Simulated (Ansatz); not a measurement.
# A series in volume scale on K₃Li

All results are calculated (Ansatz 0.2.0). Free energy against uniform scaling of the volume at fixed shape and fractions; periodic cell, basis, potentials, k mesh and filling as listed.

The cell before it is scaled or strained (space group Fm-3m, No. 225):
```
K3Li
1.0
      0.0000     4.8465     4.8465
      4.8465     0.0000     4.8465
      4.8465     4.8465     0.0000
K Li
3 1
Direct
  0.25000 0.25000 0.25000
  0.75000 0.75000 0.75000
  0.50000 0.50000 0.50000
  0.00000 0.00000 0.00000
```

Settings of every row: functional LDA; dispersion none; potentials PAW; wave cutoff 450 eV; density cutoff 1800 eV; k mesh 4x4x4; k shift 0x0x0; occupations cold; smearing width 0.1 eV; spin none.

Limits: coarse k mesh, up to 40 meV an atom off; the cell comes from a prototype or a list of computed structures and needn't be the stable phase.

| row | volume scale | V (Å³/atom) | pressure (GPa) | energy above lowest point (meV/atom) |
| --- | --- | --- | --- | --- |
| 1 | 0.9 | 51.227 | 0.02 | 0 |
| 2 | 0.925 | 52.65 | -0.12 | 0.5 |
| 3 | 0.95 | 54.073 | -0.25 | 2.1 |
| 4 | 0.975 | 55.496 | -0.36 | 4.8 |
| 5 | 1 | 56.919 | -0.46 | 8.5 |
| 6 | 1.025 | 58.342 | -0.55 | 13 |
| 7 | 1.05 | 59.765 | -0.63 | 18.3 |
| 8 | 1.075 | 61.188 | -0.69 | 24.1 |
| 9 | 1.1 | 62.611 | ? | ? |

Question: what pressure and energy above lowest point should row 9 give?

Worked fit of pressure. Take u = (V_r/V)^(2/3) − 1 with V_r = 56.207 Å³ an atom, which is twice the finite (Eulerian) strain; such expansions in the strain, on which the Birch-Murnaghan equation of state is built, carry the rest volume and the bulk modulus. The shown rows have u = 0.0638, 0.04455, 0.02614, 0.00852, -0.00836, -0.02455, -0.04009, -0.05503. Least squares give pressure = −0.413 + 5.89 × u + 14.4 × u² GPa; a straight line predicts inner rows, each left out in turn, worse (root mean square 0.016 against 0.003 GPa). All shown rows lie on it to the printed digit. The pressure vanishes at u = 0.0610, or V = 51.43 Å³ an atom, and there the bulk modulus at fixed shape and fractions is B = −V dP/dV = (2/3)(1 + u) dP/du = 5.41 GPa. The withheld row has u = -0.06941, so the fit gives −0.413 + 5.89 × (-0.06941) + 14.4 × (-0.06941)² = -0.75 GPa.

The calculation gave -0.75 GPa. The fit meets it to the printed digit. This row lies beyond the range of the fit.

Worked fit of energy above lowest point. Take u = (V_r/V)^(2/3) − 1 with V_r = 56.207 Å³ an atom, which is twice the finite (Eulerian) strain; such expansions in the strain, on which the Birch-Murnaghan equation of state is built, carry the rest volume and the bulk modulus. The shown rows have u = 0.0638, 0.04455, 0.02614, 0.00852, -0.00836, -0.02455, -0.04009, -0.05503. Least squares give energy above lowest point = 6.56 − 218.6 × u + 1824 × u² meV/atom; a straight line predicts inner rows, each left out in turn, worse (root mean square 2.1 against 0.049 meV/atom). The rows lie off it by 0.0, 0.1, 0.0, 0.0, 0.0, 0.0, 0.0, 0.0. Its lowest point lies at u = 0.0599, or V = 51.51 Å³ an atom, and the curvature there gives the bulk modulus at fixed shape and fractions, B = (4/9)(1 + u)² E″(u)/V = 5.67 GPa. The withheld row has u = -0.06941, so the fit gives 6.56 − 218.6 × (-0.06941) + 1824 × (-0.06941)² = 30.5 meV/atom.

The calculation gave 30.6 meV/atom. The fit lies 0.1 meV/atom (0.33 % of the column's range) below it, one unit of the last digit. This row lies beyond the range of the fit.
